When CdSe is stretched evenly in all directions, it pulls back harder with every step, but each equal step adds less pull than the one before. Going from 27.784 to 28.363 Å³ per atom adds 1.01 GPa of tension; the last step, just as large in volume, adds only 0.62 GPa. Most of this softening comes from the bonds, which lose stiffness as they lengthen. A smaller part is geometry: the pull of each bond is spread over a growing area, and equal steps in volume lengthen the bonds by less and less.

Zincblende CdSe at several volumes, computed with Ansatz 0.2.0 using scalar-relativistic LDA and all-electron PAW with datasets made for the crystal. All runs use a 240 eV cutoff, an 8×8×8 k mesh and Fermi-Dirac smearing of 0.03 eV, without spin polarisation. Pressure is positive in compression.

```
volume (Å³/atom)  shortest distance (Å)  pressure (GPa)
          27.206                  2.605          -0.200
          27.220                  2.605          -0.230
          27.784                  2.623          -1.343
          28.363                  2.641          -2.352
          28.653                  2.650          -2.814
          28.942                  2.659          -3.248
          29.232                  2.668          -3.657
          29.521                  2.677          -4.041
          30.100                  2.694          -4.740
          30.679                  2.711          -5.357
```

All ten rows are the same zincblende crystal, in which every atom has four neighbours of the other element. Only the scale changes, so the volume and the shortest distance, which is the Cd–Se bond length, are two measures of one stretch. A positive pressure would mean compression, and every pressure here is negative. Even the smallest cell, at −0.20 GPa, is therefore slightly too large for this LDA calculation, and the table follows the crystal from near equilibrium into strong tension.

The pressure can be turned into something closer to chemistry, the pull along one bond. Each atom has four bonds and shares each with a neighbour, which makes two bonds per atom. Let V be the volume per atom, P the pressure, d the bond length and T the pull per bond. The work of a small stretch is the same whether it is counted by volume or by bonds:

−P dV = 2 T dd

Since V grows as d³, dV equals 3V dd/d, and the pull is

T = −3 P V / (2 d)

The rise of T with d is the stiffness k of a bond. It contains every force that changes when the whole crystal expands, those between distant ions included, so it is not the spring constant of an isolated Cd–Se pair.

The stiffness falls from each interval to the next. It is 6.2 eV/Å² between 27.220 and 27.784 Å³ per atom and 4.2 eV/Å² in the last interval, a loss of a third. The bonds have lengthened by only 4% over the whole table. The interval between the first two rows is left out of this comparison because they lie so close together that rounding blurs their difference.

Why a bond should soften so quickly follows from the two opposing forces that set its length. Attraction between the ions and the sharing of electrons draw the atoms together. Repulsion between overlapping filled shells pushes them apart, and it fades much faster with distance. Near equilibrium the two forces almost cancel, but their contributions to the stiffness do not: the steep repulsion supplies the stiffness, while the attraction, which weakens as the atoms separate, takes some of it away. Stretching removes the steep part first. The net pull still grows, because repulsion is lost faster than attraction, but it grows ever more slowly. This is the standard theory of bonding; the table shows the falling stiffness but does not separate the two forces.

Geometry adds to the effect. Pressure is force per area, and the area that belongs to each bond grows as d². A crystal already under tension therefore loses some of its tension on every further stretch, simply because the existing pull is spread more thinly. The bulk modulus B, the resistance to a relative change of volume, shows both effects at once:

B = −V dP/dV = (2 d² / 9V) (k − 2T/d)

The term 2T/d is the loss by spreading. It takes about 1% off the modulus in the interval that ends at 27.784 and 9% in the last one, where the bonds carry a much larger pull. Together with the falling stiffness and a small change in the factor in front, it brings the modulus down from 54 to 32 GPa.

The largest cell, at 30.679 Å³ per atom, shows what would happen if geometry acted alone. Suppose that the bonds kept their early stiffness of 6.2 eV/Å². From the smallest cell to the largest they lengthen by 0.106 Å, from 2.605 to 2.711 Å, and the pull at the start is 0.02 eV/Å. The pull at the end would then be

T = 0.02 + 6.2 × 0.106 ≈ 0.68 eV/Å

Turned back into a pressure, with 1 eV/Å³ equal to 160.2 GPa, this gives

P = −2 × 2.711 × 0.68 / (3 × 30.679) × 160.2 ≈ −6.4 GPa

The calculation gives −5.36 GPa, so the bonds of constant stiffness pull about 20% too hard, relative to the computed tension. The growing area is already included in this estimate, and the excess must come from the stiffness that real bonds lose on the way. The largest cell took no part in setting the early stiffness, so the comparison is a fair one. The excess is smaller than the final loss of a third because the stiffness fades gradually and the early part of the stretch is still nearly as stiff as assumed.

One place in the table needs a second look. Between 27.784 and 28.363 Å³ per atom several parts of the computed energy jump by far more than the change of volume can explain. One of them, the electrostatic energy of the ions alone, depends only on their charges and the cell, and it shrinks by more than a third where the volume accounts for less than 1%. The datasets on the two sides therefore give the ions different charges. The outer electrons are not the cause: there are 18 per cell in every row, and their kinetic energy hardly changes across the gap. What differs must be how the charge of the inner shells is divided among the terms of the energy. A drop of about this size would be expected if the 3d shell of selenium were counted apart from the ion in the smaller cells and as part of it in the larger ones. The total energy shows no such break. It rises by 14 meV per two-atom cell across this gap, and the work done against the pressures comes to 13 meV, which agrees within the rounding of the energies. The bond stiffness also falls smoothly through this point, as the printed output shows interval by interval, so the change of datasets leaves no visible mark on the softening. The largest cell carries a separate warning that its band levels were not verified, but its pressure also agrees with the rise of the total energy.

The row at 28.942 Å³ per atom carries the practical lesson. It is the cell from which the others were scaled, yet it is under 3.2 GPa of tension, so it is not the equilibrium cell of this calculation. A bulk modulus taken from its two neighbouring intervals would be about 42 GPa, roughly a fifth below the value near the small end of the table. LDA usually makes crystals slightly too small, which may account for part of this tension, but the table has no second functional to tell how much. LDA runs in this program are also known to have used atomic datasets made for another functional, PBE. If that holds for the datasets made for this crystal too, the mismatch could shift the pressures.

For CdSe in this range, each GPa of tension costs about 5 GPa of bulk modulus. A modulus should therefore be quoted together with the pressure at which it was obtained, and a cell taken over from elsewhere should first be relaxed with the method in use. By the same reasoning compression should stiffen the crystal, since it brings the steep repulsion back, although no compressed cell is present here to show it. The table also leaves open how much tension the crystal can bear. The pull is still rising in the last row, and these cells were allowed only to swell, whereas a real crystal could shear or crack first.

The analysis program printed:

```
Each row against the row before it:
     row  bulk modulus GPa  pull per bond eV/A  bond stiffness eV/A2  loss by spreading %  energy rise meV/cell  pressure work meV/cell
  27.206               n/a             0.01956                   n/a                  n/a                   n/a                     n/a
   27.22             58.31              0.0225                 6.585               0.2452                     0                 0.03757
  27.784             54.27              0.1332                 6.194               0.9615                     5                   5.537
  28.363             48.92              0.2365                 5.708                 2.46                    14                   13.35
  28.653             45.42              0.2849                 5.393                3.654                     9                   9.351
  28.942             43.25               0.331                 5.196                4.465                    11                   10.93
  29.232             41.02              0.3752                  4.99                5.314                    13                    12.5
  29.521             39.03              0.4173                 4.807                6.169                    14                   13.89
    30.1             35.99              0.4958                 4.519                7.525                    31                   31.73
  30.679             32.38              0.5675                 4.178                9.418                    37                   36.49
Volume increase over the table, %: 12.77
Bond length increase over the table, %: 4.086
Tension added from 27.784 to 28.363 A3/atom, GPa: 1.009
Tension added by the last step of equal size, GPa: 0.617
Bulk modulus in the first wide interval, GPa: 54.27
Bulk modulus in the last interval, GPa: 32.38
Fall of the bulk modulus, %: 40.33
Bond stiffness in the first wide interval, eV/A2: 6.194
Bond stiffness in the last interval, eV/A2: 4.178
Fall of the bond stiffness, %: 32.55
Modulus lost per GPa of added tension, GPa per GPa: 5.136
Pressure of the largest cell if the stiffness stayed constant, GPa: -6.407
Excess of that tension over the computed one, %: 19.6
Total energy rise, eV per cell: 0.134
Total work from the pressures, eV per cell: 0.1338
```
